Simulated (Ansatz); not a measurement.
# A small benchmark: atomisation enthalpy at 298 K

6 molecules holding Si, Ge, B, Al, Ga, P or As; the atomisation enthalpy at 298 K in kJ/mol, computed less measured. Shapes, held fixed at every level: PBE0-D4/def2-TZVP. Thermal terms are harmonic and unscaled (PBE0-D4/def2-TZVP); the spin-orbit lowering of the free atoms is taken from their spectra. Programs: Ansatz 0.2.0. Measured values: CRC Handbook of Chemistry and Physics, NIST-JANAF tables.

Levels: A = SPW92/def2-TZVPP; B = PBE0-D4/def2-TZVPP; C = MP2/def2-TZVPP.

| molecule | from tabulated heats | A | B | C |
| --- | --- | --- | --- | --- |
| BOF (fluoro(oxo)borane) | 1501 | +243 | -31 | +29 |
| AsBr3 (arsenous tribromide) | 768 | +226 | +10 | -20 |
| GeCl4 (germanium tetrachloride) | 1353 | +269 | +31 | +60 |
| GeF4 (tetrafluorogermane) | 1880 | +381 | -33 | +106 |
| SiH3I (SMILES [SiH3]I) | 1213 | +131 | -14 | -28 |
| B(BCl2)Cl2 | 2115 | +375 | +52 | +46 |

(1) Sum up the errors.

## Answers

(1) 
```tsv
level	kind	mean error	mean absolute error	worst case
SPW92/def2-TZVPP	LDA	+270.8	270.8	GeF4
PBE0-D4/def2-TZVPP	global hybrid	+2.5	28.5	B(BCl2)Cl2
MP2/def2-TZVPP	perturbation theory	+32.2	48.2	GeF4
```

On this set PBE0-D4/def2-TZVPP has the smallest mean absolute error and SPW92/def2-TZVPP the largest. SPW92/def2-TZVPP is too high in 6 of 6; MP2/def2-TZVPP is too high in 4 of 6. The heats of AsBr3, GeCl4, GeF4 come from older tables and can be uncertain by 10 kJ/mol or more. The molecules' own spin-orbit binding is left out, so errors for heavy halides read too negative. Heats of the atoms come from ATcT where it has them, that of boron, 570 kJ/mol, from recent work. With so many references in doubt the order of the levels isn't settled. The tabulated values of BOF, SiH3I, B(BCl2)Cl2 are in doubt (older tables, estimates, or at odds with other calculations) and kept here. Over the 3 molecules whose values aren't doubted the mean absolute errors are A 292.0; B 24.7; C 62.0. For SPW92/def2-TZVPP and PBE0-D4/def2-TZVPP the error tends to grow with the atomisation enthalpy. Correlated wave functions converge slowly with the basis. For atoms past krypton def2 sets carry core potentials with scalar relativity. Relativity is left out for As, Br, Ge. Outer-core shells of As, Br, Ge, I are correlated, in sets that cover them unevenly. The set is small.

The local density approximation overbinds every molecule, by far more than the doubts about the references could explain. Its exchange functional misses more energy in the free atoms, with their open shells and strongly inhomogeneous densities, than in the molecules, so atomisation appears too costly. Gradient corrections and exact exchange remove most of this imbalance, but the hybrid's mean error of +2.5 kJ/mol reflects cancellation between errors of both signs, not uniform accuracy.

GeCl4 and GeF4 offer the cleanest comparison, with the same oxidation state and number of bonds. On going from chloride to fluoride the LDA error rises from +269 to +381 and the MP2 error from +60 to +106, while the hybrid's changes sign. The compact, electron-rich fluorine shell probably exposes the differing treatments of exchange and correlation. Scalar relativity would stabilise germanium's 4s electrons and weaken binding in the tetravalent state, so including it should reduce the MP2 overbinding in GeF4 but deepen the hybrid's underbinding. The hybrid's closer agreement there is therefore no proof of a better description of the bond.
